Choosing a basis set for the BAs molecule

A coupled-cluster study of gas-phase BAs, a boron atom bound to an arsenic atom, has three aims. The bond energy is wanted to 1 kcal/mol (about 0.04 eV), the bond length to 0.01 Å and the harmonic frequency to 10 cm⁻¹. The table gives the equilibrium distance r_e, the harmonic frequency ω_e and the dissociation energy D_e in five settings. In it, ECP means a core potential on arsenic, and sfX2C-1e is an all-electron Hamiltonian with relativity but without spin-orbit coupling.

Triplet BAs (σ¹π¹), PySCF 2.14.0, CCSD(T) on an ROHF reference with 18 electrons correlated (valence and As 3d), without spin-orbit coupling. r_e and ω_e come from Dunham fits to the bond curve of ¹¹B⁷⁵As. D_e is taken to high-spin B and As atoms in their ground configurations, without counterpoise correction.

```
       basis        relativity  frozen orbitals  r_e (Å)  ω_e (cm⁻¹)  D_e (eV)  rough cost a point (core min)
cc-pVDZ(-PP)               ECP                5    1.885         773      2.29                           0.04
     pcseg-1  non-relativistic               10    1.877         777      2.37                           0.04
  6-31G(d,p)  non-relativistic               10    1.873         785      2.39                           0.08
  x2c-SVPall          sfX2C-1e               10    1.864         799      2.47                            0.1
x2c-TZVPPall          sfX2C-1e               10    1.861         790      2.71                            0.9
```

(a) Which setting is good enough for the bond energy, and does a lower total energy show that a basis is better for it?

Solution. None of the five can be relied on for 0.04 eV. The cleanest comparison is between the last two rows, which share a Hamiltonian and differ only in basis. Going from double-zeta to triple-zeta raises D_e by 0.24 eV, more than five times the target.

A likely reason lies in what a bond does to the electrons. In the free atoms the outer p electrons are unpaired, with parallel spins in arsenic, and such electrons already keep apart. The bond brings electrons of opposite spin into shared orbitals, where they must avoid each other by correlation. A small basis has too few functions to describe this avoidance, so it tends to undervalue the molecule against the atoms. Part of the step may also arise without correlation, since added polarization functions let the orbitals adapt better to the bond. Basis superposition, in which each atom borrows its partner's functions, pushes D_e the other way and has not been corrected here.

The total energy is a poor guide to all this. From pcseg-1 to 6-31G(d,p) the molecule drops by 3.79 eV, but the two free atoms together drop by 3.77 eV, and D_e hardly moves. The likely source is the filled 3d shell of arsenic, which is correlated in every row but described better by some bases than by others. In the limit of an inner shell that takes no notice of the bond, its correlation energy would cancel exactly between molecule and atoms. BP, one row higher in the periodic table, has no filled d shell and so lacks this large contribution, most of which cancels here.

How much is still to come beyond triple-zeta? If the basis error falls as the inverse cube of the basis level, 2 for double-zeta and 3 for triple-zeta, the part left is

0.24 eV × (1/27) / (1/8 − 1/27) ≈ 0.1 eV.

These sets were not designed to follow that law, so only the order of magnitude counts, but it is above the target. The triple-zeta point costs about nine times the double-zeta one, yet still takes only about a core minute. The sensible next step is therefore a still larger basis, with functions made for correlating the 3d shell as well, together with a counterpoise correction. Spin-orbit coupling must follow, because it splits this triplet Π state in first order and arsenic is heavy enough for that to matter at 0.04 eV. The coupled-cluster method itself also calls for some caution at this accuracy, since its T1 diagnostic, a measure of how far the starting orbitals must be corrected, is somewhat raised here.

(b) Between the last two rows the bond length changes by only 0.003 Å. Is it converged, and is the shortening down the table an effect of relativity?

Solution. The small step is no proof of convergence, because it is the sum of two larger ones. The Hartree-Fock bond, which leaves correlation out, grows by about 0.006 Å from double-zeta to triple-zeta. The lengthening that correlation adds to it shrinks by about 0.009 Å. Both figures rest on a parabola through three points, so their last digit is rough. Two changes that happen to oppose each other here need not do so at the next basis.

Correlation itself can't be left out. In every row the Hartree-Fock bond is too short against coupled cluster in the same basis, by 0.03 to 0.05 Å. Correlation moves some electron density from bonding into antibonding orbitals, which loosens the bond. This error of the simpler theory is larger than the whole spread of r_e among the five settings.

Relativity does not explain the trend. If it did, the core-potential row and x2c-SVPall would lie close together, since both include scalar relativity and both are double-zeta. Instead they differ by 0.021 Å, almost the full range of the table, and the two non-relativistic rows lie between them. To measure the relativistic effect, one would run a single flexible basis with and without relativity.

For a structure to 0.01 Å, x2c-SVPall agrees with the triple-zeta result at a fraction of the cost, though the cancellation makes this agreement partly lucky. For rotational spectra neither is good enough. The rotational constant goes as 1/r_e², so even 0.003 Å shifts it by 0.3%, which is large beside the precision of measured lines.

(c) Can the frequency be corrected from the bond length alone, so that one good curve serves for all settings?

Solution. Take the limiting case in which a new setting only adds a constant force along the bond. The minimum then slides along an unchanged curve, and the curvature k at the minimum changes because the curve is anharmonic. In Dunham's expansion the third derivative of the energy is 3a₁k/r_e, where a₁ is the first anharmonic coefficient. Hence, for small shifts, k varies as r_e to the power 3a₁, and since ω_e goes as the square root of k,

ω_e ∝ r_e^(1.5a₁).

The pcseg-1 curve has a₁ = −3.11, so a shorter bond should be stiffer. With that row as the starting point and nothing fitted, the estimate for x2c-SVPall is

ω_e ≈ 777 cm⁻¹ × (1.864/1.877)^(−4.67) ≈ 803 cm⁻¹.

The computed value is 799 cm⁻¹, and 6-31G(d,p) is met even more closely.

The rule fails where it would be most useful. The triple-zeta row has the shortest bond, but its frequency is 19 cm⁻¹ below the estimate, and the core-potential row is 11 cm⁻¹ above its own. Over the four rows other than the starting one, the rule is hardly better than leaving ω_e unchanged, as the printed output shows. In the triple-zeta case the cause can be seen before correlation enters: at nearly the same distance, the Hartree-Fock curve has about 5% less curvature than with x2c-SVPall, whereas a constant force would leave the curvature at a given distance unchanged. The larger basis has reshaped the curve as well as moved its minimum.

The frequency should therefore come from a full curve in the best basis that can be afforded. The last basis step, 9 cm⁻¹, is already about as large as the target, so 10 cm⁻¹ is within reach but not secured. A measured fundamental would also lie about 10 cm⁻¹ below ω_e through anharmonicity, and this must be allowed for before theory and experiment are compared. Crystalline boron arsenide is of interest for carrying heat out of electronic devices, but these figures belong to the isolated pair of atoms and should not be carried over to the solid.

Output of the analysis:

```
Change from the row above:
           row  r_e (Å)  ω_e (1/cm)  D_e (eV)
       pcseg-1   -0.008           4      0.08
    6-31G(d,p)   -0.004           8      0.02
    x2c-SVPall   -0.009          14      0.08
  x2c-TZVPPall   -0.003          -9      0.24
Parts of the bond length and slid-curve frequency:
           row  HF r_e (Å)  added by correlation (Å)  correlation energy (hartree)  slid-curve ω_e (1/cm)  miss (1/cm)
  cc-pVDZ(-PP)       1.832                   0.05311                       -0.1938                  761.7       -11.26
       pcseg-1        1.83                   0.04716                       -0.1788                    777            0
    6-31G(d,p)       1.832                   0.04119                       -0.3162                  784.8      -0.2287
    x2c-SVPall       1.821                   0.04255                       -0.2958                  802.6        3.605
  x2c-TZVPPall       1.827                   0.03381                       -0.3373                  808.7        18.66
Range of r_e over all rows (Å): 0.024
Range of ω_e over all rows (1/cm): 26
Range of D_e over all rows (eV): 0.42
Chemical accuracy of 1 kcal/mol (eV): 0.04336
D_e step SVPall to TZVPPall in units of chemical accuracy: 5.535
Rotational constant change SVPall to TZVPPall (%): 0.3227
Rough cost ratio TZVPPall to SVPall: 9
Cost ratio if it grew with the fourth power of the empty orbitals: 24.39
HF part of the r_e step SVPall to TZVPPall (Å): 0.005743
Correlation part of the same r_e step (Å): -0.008743
HF curvature change SVPall to TZVPPall near the minimum (%): -4.921
r_e change from ECP row to x2c-SVPall (Å): -0.021
ω_e change from ECP row to x2c-SVPall (1/cm): 26
D_e change from ECP row to x2c-SVPall (eV): 0.18
Energy lowering of the molecule from pcseg-1 to 6-31G(d,p) (eV): 3.793
Energy lowering of the two free atoms for the same change (eV): 3.765
Slid-curve rms miss over the four other rows (1/cm): 11.05
Rms miss if ω_e is taken unchanged from pcseg-1 (1/cm): 13.54
Order of the D_e error left after triple-zeta if it falls with the inverse cube (eV): 0.1011
```
